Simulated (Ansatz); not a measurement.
**Ligand exchange: SiH3(SiH3) + GeH3(NH2) → SiH2(NH2)(SiH3) + GeH4**

Species: SiH3(SiH3) (disilane), singlet; GeH3(NH2), singlet; SiH2(NH2)(SiH3), singlet; GeH4 (germane) `[GeH4]`, singlet. The partners trade H for NH2: Si–H and Ge–NH2 bonds give way to Si–NH2 and Ge–H.

Shapes, held fixed at every level: PBE0-D4/def2-TZVP. Flexible molecules stand in one conformer, not always the lowest. Programs: Ansatz 0.2.0. Electronic energies: no zero-point or thermal term.

(1) Estimate ΔE of this reaction.

## Answers

(1) The highest level, CCSD(T)/def2-TZVPP, gives ΔE = -37.7 kJ/mol; the levels span -43.3 to -32.8. The column of differences is taken from that level and isn't an error. No measured value is set beside it here. Relativity is left out for Ge unless named. Correlated rows may include outer-core shells of Ge, which these sets cover unevenly.

| level | kind | ΔE (kJ/mol) | less CCSD(T)/def2-TZVPP |
| --- | --- | --- | --- |
| HF/def2-SVP | Hartree–Fock | -37.5 | +0.2 |
| PBE-D4/def2-TZVPP | GGA | -40.5 | -2.8 |
| wB97M-V/def2-TZVPP | range-separated hybrid | -43.3 | -5.6 |
| MP2/def2-TZVPP | perturbation theory | -38.8 | -1.1 |
| CCSD(T)/def2-SVP | coupled cluster or CI | -32.8 | +4.9 |
| CCSD/def2-SVP | coupled cluster or CI | -33.5 | +4.2 |
| CCSD/def2-TZVPP | coupled cluster or CI | -38.3 | -0.6 |
| CCSD(T)/def2-TZVPP | coupled cluster or CI | -37.7 | 0.0 |

Every level makes the exchange exothermic, so amide prefers silicon and hydride germanium. Si–H is itself stronger than Ge–H, which works against the reaction, but the gain on going from Ge–N to Si–N is larger. Silicon is the more electropositive of the two, because the filled 3d shell of germanium screens its nuclear charge poorly. The Si–N bond is therefore more polar and shorter, and donation from the nitrogen lone pair into σ* orbitals on silicon probably adds to the preference.

The larger basis makes the coupled-cluster reaction energy more negative, from -32.8 to -37.7 kJ/mol with CCSD(T), whereas the triples change it little in either basis. The closeness of HF/def2-SVP to the highest level is thus a cancellation: in that same small basis, correlation makes the reaction less exothermic, and enlarging the basis offsets this. The energy reflects a balance of four bonds, and without the corresponding reaction of SiH4 it doesn't show whether the silyl substituent strengthens or weakens silicon's preference for nitrogen.
